**Why do the K and L3 energies of the 4d atoms rise unevenly while Kα1 looks smooth?**

I have Dirac-Fock ΔSCF core energies for free neutral atoms from Rb to Xe. Kα1 is the 2p$_{3/2}\to$1s line, K and L3 are the energies needed to remove a 1s or a 2p$_{3/2}$ electron, and $Z$ is the nuclear charge.

Radial Dirac-Fock and Kohn-Sham solver 2: Kα1 line energies and K and L3 binding energies of free neutral atoms in their tabulated ground configurations. Dirac-Fock ΔSCF with configuration averaging, Fermi nucleus, first-order frequency-dependent Breit interaction, self-energy and vacuum polarisation; no correlation.

```csv
species,Z,Kα1 (eV),K binding energy (eV),L3 binding energy (eV)
Rb,37,13393.7,15205.4,1811.7
Sr,38,14163.5,16113.0,1949.5
Zr,40,15773.4,18006.0,2232.6
Nb,41,16613.8,18990.7,2376.8
Mo,42,17477.8,20007.0,2529.2
Tc,43,18365.5,21056.1,2690.6
Ru,44,19277.8,22125.4,2847.6
Rh,45,20214.3,23228.0,3013.7
Pd,46,21175.6,24355.1,3179.5
Ag,47,22161.3,25521.1,3359.9
Cd,48,23172.0,26718.0,3546.0
In,49,24208.0,27947.2,3739.2
Sn,50,25269.5,29207.4,3937.9
Sb,51,26356.8,30498.8,4142.0
Te,52,27470.2,31821.7,4351.6
I,53,28609.9,33176.6,4566.6
Xe,54,29776.3,34563.5,4787.1
```

Two things puzzle me. First, $\sqrt{E}$ of Kα1 is not linear in $Z$ as Moseley's law says: its step keeps growing. Second, L3 rises by 161.4 eV from Mo to Tc but by only 157.0 eV from Tc to Ru, and something similar happens at Pd, yet Kα1 hardly notices. Is that a half-filled-shell effect, or numerical noise?

**Answer**

It is neither. The growing step is relativity acting on the 1s electron, and the unevenness follows the number of 5s electrons in each ground configuration. Kα1 equals K minus L3 to within 0.1 eV in every row, so it is no independent evidence, but the subtraction separates the two effects.

**The main rise.** An electron in shell $n$ around a screened charge is bound by $\mathrm{Ry}\,(Z-\sigma)^2/n^2$, with Ry the Rydberg energy and $\sigma$ a screening constant. The $n=2\to1$ line is then $\tfrac34\mathrm{Ry}(Z-\sigma)^2$, and $\sqrt{E}$ should step by 3.194 eV$^{1/2}$ per unit of $Z$ for any fixed $\sigma$. In the table the step grows in every row, from 3.279 (Rb→Sr) to 3.413 (I→Xe). Forcing the formula through each row needs a $\sigma$ that falls from 0.77 at Rb to −0.02 at Xe, which cannot be screening.

The Dirac levels of a one-electron ion supply the missing curvature. With $x=(Z-\sigma)\alpha$, $\alpha$ the fine-structure constant, the binding energies are $mc^2[1-\sqrt{1-x^2}]$ for 1s and $mc^2[1-\sqrt{1-x^2/4}]$ for 2p$_{3/2}$. Expanding the roots, and using $\tfrac12 mc^2\alpha^2=\mathrm{Ry}$,

$$E=mc^2\left[\sqrt{1-x^2/4}-\sqrt{1-x^2}\right]=\tfrac34\mathrm{Ry}\,(Z-\sigma)^2\left[1+\tfrac{5}{16}x^2+\tfrac{21}{128}x^4+\dots\right].$$

Almost all of the bracket comes from the 1s level, whose electron is the faster. One $\sigma$ fitted to all 17 rows by least squares on the relative error gives 1.222 and an rms miss of 38 eV, against 245 eV for the nonrelativistic form fitted the same way. Take Mo, a row inside the fit: $Z-\sigma=40.778$ and $\tfrac34\mathrm{Ry}=10.204$ eV give 16 968 eV; $x=40.778/137.04=0.2976$, so the bracket is $1+0.0277+0.0013=1.0290$; the product is 17 460 eV, 18 eV or 0.1 % below the tabulated 17 477.8 eV. In this model the relativistic share of the line is 2.2 % at Rb and 4.8 % at Xe. The calculation itself solves the Dirac equation, so the agreement identifies what bends the computed curve and is no test of relativity.

The model still misses by far more than the 0.05 eV rounding: it is 43 eV low at Rb and 78 eV (0.26 % of the line) high at Xe, because the $\sigma$ needed row by row drifts from 1.17 to 1.29. Part of the drift has a visible source. In the same calculations the Gaunt (magnetic) term lowers K by 25.9 eV at Rb and 83.7 eV at I, and the self-energy lowers it by 13.2 eV at Rb and 37.2 eV at Sn. Log-log lines through nine and four rows give $Z^{3.26}$ and $Z^{3.43}$. Both terms oppose the rise and grow faster than $Z^2$, which a hydrogenic formula reads as growing screening. Frozen-orbital energies, which lack these terms and relaxation, give a $\sigma$ going from 1.111 (Nb) to 1.155 (Sb), where the final energies give 1.196 and 1.266. The drift falls from 0.070 to 0.044, so more than half of it remains. My guess is that the rest is the price of using one $\sigma$ for two levels that are screened very differently.

How differently shows when the Dirac level formulas are applied to each column alone: $\sigma$ runs from 3.8 to 4.5 for K and from 13.9 to 16.6 for L3. The larger $\sigma$ is why L3 grows faster in relative terms, by a factor 2.64 from Rb to Xe against 2.27 for K. These constants are large because they absorb the potential of all outer electrons, and that potential is the key to your second question.

**Why outer electrons shift both levels alike.** A spherical shell of charge at radius $r$ produces a constant potential inside itself. An electron lying wholly outside the L shell therefore lowers the K and L binding energies by the same $\langle 1/r\rangle$ in atomic units, and this constant drops out of K minus L3. A 4d electron sits closer in than a 5s electron, so moving one electron from 5s to 4d lowers K and L3 by a common $\delta\approx\langle1/r\rangle_{4d}-\langle1/r\rangle_{5s}$. With rough recalled radii of 1.5 and 3 bohr this is of the order of 10 eV before the other electrons readjust; the estimate is good for the order of magnitude only.

The standard ground configurations are Zr 4d²5s², Nb 4d⁴5s¹, Mo 4d⁵5s¹, Tc 4d⁵5s², Ru 4d⁷5s¹, Rh 4d⁸5s¹, Pd 4d¹⁰, Ag 4d¹⁰5s¹ and Cd 4d¹⁰5s². If $E=\text{smooth}+\delta\,n_{5s}$, the second difference $E(Z+1)-2E(Z)+E(Z-1)$ is a background $b$ plus $\delta$ times the second difference of the 5s count, which is $+1, +1, -2, +1, -1, +2, 0$ from Nb to Ag. For L3, Tc gives $b-2\delta=-4.4$ and Ru gives $b+\delta=9.1$ eV, hence $\delta=4.5$ and $b=4.6$ eV. For the second differences not used to fix these, the formula gives 9.1 at Mo (table 9.0), 0.1 at Rh (−0.3) and 13.6 at Pd (14.6). Tc→Ru and Rh→Pd are short steps because each adds two 4d electrons and gives up a 5s.

The misses of about 1 eV at Nb, Pd and Ag, well above the 0.07 eV that rounding puts into a second difference, say that $\delta$ and $b$ are not both constant. A least-squares cubic in $Z$ through the five 5s¹ atoms lets each other atom give its own offset. Tc lies 4.3 eV above the curve in K and 4.5 eV in L3; Pd lies 4.7 and 5.0 eV below. Zr and Cd, just outside the fitted range, lie 3.7 and 5.9 eV above in L3; they are extrapolated from a curve with one spare point and count for less. A $\delta$ that grows along the row is what a 4d shell contracting faster than 5s would give, but that is an argument, and Pd mixes the growth with being a second transfer.

**Shell filling, relaxation and averaging.** The numbers exclude a half-filled or filled shell as the variable. Mo and Tc are both 4d⁵ and only Tc is off the curve; Pd, Ag and Cd are all 4d¹⁰ and lie below, on and above it. Mo and Ag were among the atoms fitted, but the curve has one coefficient fewer than there are atoms and still meets all five within 0.01 eV. The configuration average also contains no Hund's-rule stabilisation. The open shells from Zr to Rh and from In to I are averaged over $j$, so those rows describe no particular level, but closed-shell Pd shows an offset of the same size as Tc, which speaks against an averaging artefact.

Relaxation of the ion around the hole does contribute, with the same sign. The K relaxation energy changes by −1.61 eV for Tc→Ru and −1.58 eV for Rh→Pd but by −0.95 eV for Ru→Rh; this excess, and a similar estimate for L3 at Tc, amounts to 13 to 17 % of the offsets. The Gaunt term passes Rh and Pd with second differences of only −0.17 and −0.20 eV. The frozen-orbital K energies of the same runs show this directly: the gap between final and frozen energy at Tc lies within 1 eV of the mean of the gaps at Mo and Ru, while the offset of Tc exceeds 4 eV. Most of the offset is therefore already in the potential of the neutral atom.

**What survives in the line.** Kα1 keeps −0.22 eV at Tc and +0.22 eV at Pd, about 5 % of the L3 offsets and some five times the 0.04 eV expected from rounding. Charge that reaches inside the L shell raises 1s more than 2p and so lowers the line, but the moved electron alone does not fix the sign: an added 5s electron lowers the line this way, while the inner lobe of 4d also overlaps the L shell, so removing it works the other way. The likelier route is indirect: with one 4d electron fewer, the filled $n=3$ and $n=4$ shells are screened less, contract, and put more charge inside the L shell. The table does not isolate this cause, since the relaxation excesses of K and L3 at Tc (0.66 and 0.75 eV, both crude) differ by a comparable amount. The line offsets at Zr and Cd are too close to their extrapolation noise to interpret.

**The ends of the row.** Sr and Zr are two charges apart, so their L3 rise of 283.1 eV is about 141.5 eV per unit, only slightly above the 137.8 eV of Rb→Sr. That fits a switch from filling 5s to filling the better-screening 4d. At Cd the L3 second difference is 7.1 eV against 5.4 to 5.5 eV from In to I; K shows a similar bump, 32.3 eV between 30.9 and 31.0, and Kα1 shows none. It is again a common shift, and a first 5p electron screening less than a 5s electron is the natural, though only argued, reading. From In onward one subshell fills and L3 is regular to within rounding.

These few-eV offsets belong to free atoms ionised to vacuum in an imposed configuration, without correlation. In a metal or compound the 5s/4d balance differs and edges are referred to the Fermi level, so the pattern should not be carried over to measured edges. Within such a calculation the rule is to interpolate a line energy through the Dirac $\sigma$ of the neighbours, and, from Zr to Cd, to interpolate K or L3 only among atoms with the same 5s count, or else to add about 3 to 6 eV for each electron that sits in 5s instead of 4d.
